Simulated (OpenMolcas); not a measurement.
SiH3 (SMILES [SiH3]): the energy, rung by rung

SiH3 has 4 atoms, charge 0, and is taken as a doublet. SMILES: `[SiH3]`. Geometry: relaxed at GFN2-xTB.

| atom | x (Å) | y (Å) | z (Å) |
| --- | --- | --- | --- |
| Si | 0.2066 | -0.0189 | -0.1151 |
| H | 0.5871 | 0.6618 | 1.1056 |
| H | -0.1950 | -1.4016 | 0.0434 |
| H | -0.5987 | 0.7587 | -1.0339 |

Each level gives the energy change with the Si1–H3 bond stretched from 1.449 to 1.811 Å (eV). The values are calculated.

| level | kind | program | value (eV) | less FCI/3-21G |
| --- | --- | --- | --- | --- |
| ROHF/3-21G | Hartree–Fock | OpenMolcas | 0.64 | +0.18 |
| USVWN5/3-21G | LDA | OpenMolcas | 0.47 | +0.01 |
| UPBE/3-21G | GGA | OpenMolcas | 0.48 | +0.02 |
| U-r2SCAN/3-21G | meta-GGA | OpenMolcas | 0.55 | +0.09 |
| UM06-2X/3-21G | hybrid meta-GGA | OpenMolcas | 0.61 | +0.15 |
| CASSCF(7,7)/3-21G | multireference | OpenMolcas | 0.43 | -0.03 |
| ROCCSD(T)/3-21G | coupled cluster or CI | OpenMolcas | 0.47 | +0.01 |
| FCI/3-21G | exact in the basis | OpenMolcas | 0.46 | 0.00 |

FCI/3-21G is exact within its basis and frozen core, so for wave-function methods in that basis the difference is their error; functionals converge differently with the basis, so for them it is only a difference. The first shape isn't each level's own minimum. The values span 0.43 to 0.64 eV. All rows use very small basis sets, so even the best lies far from the true value.

Stretching one Si–H bond costs 0.46 eV at the FCI level, and ROHF overshoots this by 0.18 eV. With the bonding pair confined to one doubly occupied orbital, ROHF keeps too much ionic character as the atoms separate. The missing left–right correlation therefore grows along the stretch and makes the potential too steep.

CASSCF(7,7), whose active space spans the full valence shell, recovers this effect but ends 0.03 eV too low. The dynamic correlation it omits probably stabilises the compact, unstretched bond slightly more. ROCCSD(T) comes within 0.01 eV of FCI, so the bond is still far from the regime where a single reference breaks down.

Among the functionals, UM06-2X gives the highest cost, but exact exchange cannot be the only cause of the spread, since U-r2SCAN, which has none, also lies above USVWN5 and UPBE. Full dissociation to ground-state products gives closed-shell singlet SiH2 and a hydrogen atom, which a single open-shell determinant can describe, so ROCCSD(T) should do well at that limit too.
